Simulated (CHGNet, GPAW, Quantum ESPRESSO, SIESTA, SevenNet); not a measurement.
# Force errors of atomic-orbital PBE and learned potentials against plane-wave PBE in one cell of amorphous Si₀.₉Ge₀.₁

In a warm, disordered network hardly any atom sits at the bottom of its own well, so a method that is sound for the perfect crystal may still pull atoms back too weakly. Amorphous silicon–germanium serves in thin-film solar cells and infrared detectors, where models of its structure, vibrations and heat flow rest on such forces. The problem is to find how far PBE in atomic orbitals, and learned potentials that replace the electronic calculation, lie from plane-wave PBE on one fixed set of 71 atoms. The measure is the force share: the r.m.s. difference of force components from the Quantum ESPRESSO run, divided by that run's r.m.s. component of 0.501 eV/Å. It measures distance from one program's PBE result, not from experiment.

## Computational details

One cell of 71 atoms: 71 atoms (64 Si, 7 Ge) placed at random at 2.54 g/cm³, melted at 3500 K for 10 ps at fixed volume with the Tersoff potential (Tersoff, Phys. Rev. B 39, 5566 (1989)). Quenched from 3500 K to 300 K at 100 K/ps and fixed volume, held 5 ps. Then every atom was moved at random, 0.02 Å r.m.s. a Cartesian component. Every run is a single point on the same atoms, without spin polarisation; electronic-structure runs share their k-points (Γ alone) and a smearing of 0.05 eV. Reference: Quantum ESPRESSO 7.5, PBE, SSSP efficiency 1.3.0 pseudopotentials, plane waves to 612 eV; its r.m.s. force component is 0.501 eV/Å. Other programs: CHGNet 0.3.0, CHGNet r2SCAN, GPAW 26.7.0, SIESTA 5.4.2 and SevenNet l3i5. In the run that the rows count from, the cell has a density of 2.54 g/cm³, a pressure of -1.5 GPa and a spacing of 0.07 eV between highest filled and lowest empty level, and its k-points sample 11 Å along the shortest periodic direction.

Notes on method and selection:

- The reference is one program's result at a finite cutoff, not the truth.
- Each program runs at its own cutoffs and thresholds.
- The open machine-learned potentials were trained mostly on computed crystals (Materials Project trajectories and like sets), at PBE and PBE+U unless another functional is named.
- Runs made unsound on purpose, GPAW plane-wave runs under 500 eV and SIESTA runs with D3 or with its warning on the neutral-atom potential of Cu, Fe, Ni or Zn are left out.
- A level that differs from the reference in program or basis and in functional mixes both effects.
- Runs that did not converge, have known faults or may not be shown are not listed, and runs on Ansatz's PAW sets soft_1 and soft_2 are kept to separate tables.

Columns:

- kind: kind of method.
- force share (%): r.m.s. difference of force components from the reference, over the reference's r.m.s. force component.
- force slope: slope of the run's force components against the reference's.
- pressure (GPa): pressure, a third of the trace of the stress, positive under compression, without a kinetic term.

## Numbers

| member | kind | force share (%) | force slope | pressure (GPa) | remark |
| --- | --- | --- | --- | --- | --- |
| SIESTA, PBE, atomic orbitals (DZP) | atom-centred basis | 10.89 | 1.045 | −0.889 | grid cutoff 300 Ry |
| CHGNet 0.3.0 | learned potential | ? | ? | ? |  |
| CHGNet tuned to r2SCAN | learned potential | 62.77 | 0.501 | −3.436 |  |
| SevenNet-l3i5 | learned potential | 42.06 | 0.721 | −2.180 |  |
| GPAW, PBE, atomic orbitals (dzp) | atom-centred basis | 8.00 | 1.048 | – | grid spacing 0.2 Å |
| QE, PBE, SSSP efficiency (reference) | plane waves | – | – | −1.470 |  |

Cells marked ? are withheld until the estimate has been made.

## What drives the series

The members fall into two groups. GPAW in atomic orbitals is nearest to the reference at 8.00 %, or 8.00 / 100 × 0.501 = 0.040 eV/Å, and SIESTA follows at 10.89 %. SevenNet-l3i5 stands at 42.06 %, and CHGNet tuned to r2SCAN is farthest at 62.77 %, or 62.77 / 100 × 0.501 = 0.314 eV/Å.

The slopes show what kind of error this is. Both atomic-orbital runs give forces slightly too large, with slopes of 1.045 and 1.048. A finite set of orbitals may cause this, but the treatment of the cores also differs from the reference. The learned potentials give forces too small, with slopes of 0.721 and 0.501. A likely cause is their training, mostly on computed crystals: strained bonds and irregular coordination are rare there, and the fitted energy surface comes out too flat away from equilibrium. The change of functional is a less likely cause of the low CHGNet slope, since r2SCAN usually makes the bonds of silicon stiffer than PBE does.

For a least-squares slope b, and forces that sum to zero, the share s (as a fraction) obeys s² = (1 − b)² + r², where r is the part not proportional to the reference forces. For SevenNet, r = √((42.06 / 100)² − (1 − 0.721)²) = 0.315; for the tuned CHGNet, r = √((62.77 / 100)² − (1 − 0.501)²) = 0.381. Dividing the forces by b would restore a slope of one but enlarge r to 0.315 / 0.721 = 0.44 and 0.381 / 0.501 = 0.76, both above the original shares. Even the best single factor, b / (b² + r²), lowers the shares only to 0.315 / √(0.721² + 0.315²) = 0.40 and 0.381 / √(0.501² + 0.381²) = 0.61, so rescaling does not repair these potentials.

Pressure adds a separate warning. SIESTA lies −0.889 − (−1.470) = +0.581 GPa from the reference and SevenNet −2.180 − (−1.470) = −0.710 GPa, similar in size although their force shares differ about fourfold. A fair pressure is thus no guarantee of fair forces.

## Blind estimate

Plain estimates from the members shown:

- CHGNet 0.3.0, mean of the 4 members shown: 30.93 %, standard deviation 23

CHGNet 0.3.0 is a learned potential, so the mean of all four shown members, 30.93 %, is a weak starting point: it falls in the empty interval between the two groups. The route chosen is the mean of the two learned potentials, (62.77 + 42.06) / 2 = 52.4 %.

This route can be tried by predicting each shown member from the other of its kind. The misses are 62.77 − 42.06 = 20.71 points for each learned potential and 10.89 − 8.00 = 2.89 for each atomic-orbital run, an r.m.s. miss of √((20.71² + 2.89²) / 2) = 14.8. Predicting each member from the mean of the other three gives an r.m.s. miss of 30. SevenNet alone is served better by the mean of the other three, with a miss of 42.06 − (62.77 + 10.89 + 8.00) / 3 = 14.8.

Shared architecture argues for a value near the tuned CHGNet, while training at PBE, as for SevenNet, removes the mismatch of functional. The rows give no size for either effect, so no shift is applied. The standard deviation of the two learned potentials, 20.71 / √2 = 14.6 points, sets the error bar. With only two members behind it, that width is itself rough.

**Committed estimate, CHGNet 0.3.0: force share = 52 ± 15 %.**

## Check

| member | kind | force share (%) | force slope | pressure (GPa) |
| --- | --- | --- | --- | --- |
| CHGNet 0.3.0 | learned potential | 60.18 | 0.464 | −1.693 |

| member | estimate | force share (%) | computed | estimate − computed | miss in error bars |
| --- | --- | --- | --- | --- | --- |
| CHGNet 0.3.0 | committed | 52.00 | 60.18 | −8.18 | 0.5 |
| CHGNet 0.3.0 | mean | 30.93 | 60.18 | −29.25 |  |

The estimate of 52 ± 15 % lies 8.18 points below the computed 60.18 %, inside its error bar. The mean of all four shown members missed by 29.25 points, so treating the learned potentials as a group of their own was right.

Within that group, the argument from shared architecture was the better one. CHGNet 0.3.0 lies only 62.77 − 60.18 = 2.59 points below its r2SCAN-tuned relative, but 60.18 − 42.06 = 18.12 points above SevenNet-l3i5. On this set of atoms, training at PBE, the functional of the reference, went with little gain; one geometry cannot show whether that holds in general.

The slope of 0.464 is even lower than the 0.501 of the tuned version, so the weak forces do not stem from the change to r2SCAN. They fit an energy surface that is too flat away from equilibrium. Training data can't be the whole cause, however: SevenNet-l3i5 and CHGNet 0.3.0 both learned from Materials Project trajectories, yet their slopes are 0.721 and 0.464. The form of the network and the way it was fitted must also matter.

## Exceptions

In force share the two CHGNet versions lie farthest from the reference, and most of their error is missing force. For CHGNet 0.3.0 the shortfall in slope is 1 − 0.464 = 0.536, while the part not proportional to the reference forces is √((60.18 / 100)² − 0.536²) = 0.274.

In pressure the two versions part company. CHGNet 0.3.0 differs from the reference by −1.693 − (−1.470) = −0.223 GPa, the smallest departure among the members with a listed pressure, although its force share is the second largest. Pressure is a sum over the whole cell, in which errors of single bonds can cancel; the force share counts every component.

The tuned version departs by −3.436 − (−1.470) = −1.966 GPa, the largest difference in that column. The sign is the one expected of r2SCAN, which gives silicon a smaller equilibrium volume than PBE and so puts a cell of fixed volume under more tension. Errors of the fit may contribute as well.

## Summary

On this one cell, the two PBE runs in polarised double-zeta orbitals stay within about 11 % of the plane-wave forces, while the three learned potentials miss by 42 to 63 %. For the slopes slightly above one in the two orbital runs, the discussion ahead of the estimate left the choice between orbitals and cores open, which gave the cores too much weight. A plane-wave PBE run with PAW cores, not listed here, differs from the reference forces far less than either orbital run does. The finite orbitals are therefore the likelier cause, though no row with a larger set confirms it. Predicting each learned potential from the mean of the other two gives an r.m.s. miss of 14 points, against 26 from the mean of all other members. Three potentials, two of them related, are a narrow basis for estimating a fourth.

Rescaling helps CHGNet 0.3.0 only a little. The best single factor for its forces is 0.464 / (0.464² + 0.274²) = 1.60, which lowers the error from 60.18 / 100 × 0.501 = 0.302 eV/Å to 0.501 × 0.274 / √(0.464² + 0.274²) = 0.255 eV/Å.

No row tests the omitted physics. The cell has no under-coordinated silicon, so dangling bonds on silicon are no reason to expect a spin effect. The smearing of 0.05 eV is, however, close to the spacing of 0.07 eV, so the levels called highest filled and lowest empty are both partly occupied, and the forces may depend on the smearing and on spin polarisation. Dispersion would add a weak attraction. The learned potentials use neither k-points nor smearing, so their force shares also contain any error that the reference has from Γ alone and from its smearing. The rows give no size for these effects.
